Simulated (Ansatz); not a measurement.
## A series in volume scale on Au

Results calculated with Ansatz 0.2.0, not measured. Plane-wave DFT, scalar-relativistic PAW made under PBE with cores redone for the functional, no dispersion; the given relaxed cell is scaled uniformly, energy at zero smearing counts from the unscaled cell, pressure at the given Fermi-Dirac smearing is positive in compression.

The cell before it is scaled or strained (space group P6_3/mmc, No. 194):
```
CELL_PARAMETERS angstrom
2.86450 0.00000 0.00000
-1.43220 2.48070 0.00000
0.00000 0.00000 4.78990
ATOMIC_POSITIONS crystal
Au 0.33333 0.66667 0.25000
Au 0.66667 0.33333 0.75000
```

Settings of every row: spin polarised no; functional PBEsol; wave cutoff 420 eV; smearing width 0.1 eV; k mesh 14x14x8.

Atom starting moment: 0 on all atoms.

Limits: no spin-orbit coupling, which can matter with elements this heavy; the cell comes from a prototype or a list of computed structures and needn't be the stable phase.

```csv
row,volume scale,V (Å³/atom),pressure (GPa),energy change per atom (meV)
1,0.88,14.976,32.13,177.61
2,0.92,15.657,?,?
3,0.96,16.338,8.09,16.48
4,1.04,17.699,-5.89,12.91
5,1.08,18.38,-10.45,48.01
6,1.12,19.061,-13.88,99.94
```

Question: what pressure and energy change per atom should row 2 give?

Worked fit of pressure. Take u = (V_r/V)^(2/3) − 1 with V_r = 17.699 Å³ an atom, which is twice the finite (Eulerian) strain; such expansions in the strain, on which the Birch-Murnaghan equation of state is built, carry the rest volume and the bulk modulus. The shown rows have u = 0.11781, 0.05479, 0, -0.02486, -0.04822. Least squares give pressure = −6.035 + 207.314 × u + 985.76 × u² GPa; a straight line predicts inner rows, each left out in turn, worse (root mean square 3.3 against 0.32 GPa). The rows lie off it by 0.06, -0.19, 0.15, 0.13, -0.14 (root mean square 0.14 GPa). The withheld row has u = 0.08516, so the fit gives −6.035 + 207.314 × (0.08516) + 985.76 × (0.08516)² = 18.77 GPa.

The calculation gave 18.51 GPa. The fit lies 0.26 GPa (1.4 % of the value, 0.57 % of the column's range) above it; its largest miss of a shown row is 0.19 GPa.

Worked fit of energy change per atom. Take u = (V_r/V)^(2/3) − 1 with V_r = 17.699 Å³ an atom, which is twice the finite (Eulerian) strain; such expansions in the strain, on which the Birch-Murnaghan equation of state is built, carry the rest volume and the bulk modulus. The shown rows have u = 0.11781, 0.05479, 0, -0.02486, -0.04822. Least squares give energy change per atom = 10.739 − 932.96 × u + 19879.86 × u² meV; a straight line predicts inner rows, each left out in turn, worse (root mean square 67 against 4.7 meV). The rows lie off it by 0.87, -2.82, 2.17, 1.79, -2.01 (root mean square 2 meV). The withheld row has u = 0.08516, so the fit gives 10.739 − 932.96 × (0.08516) + 19879.86 × (0.08516)² = 75.46 meV.

The calculation gave 71.68 meV. The fit lies 3.78 meV (5.3 % of the value, 2.3 % of the column's range) above it; its largest miss of a shown row is 2.82 meV.
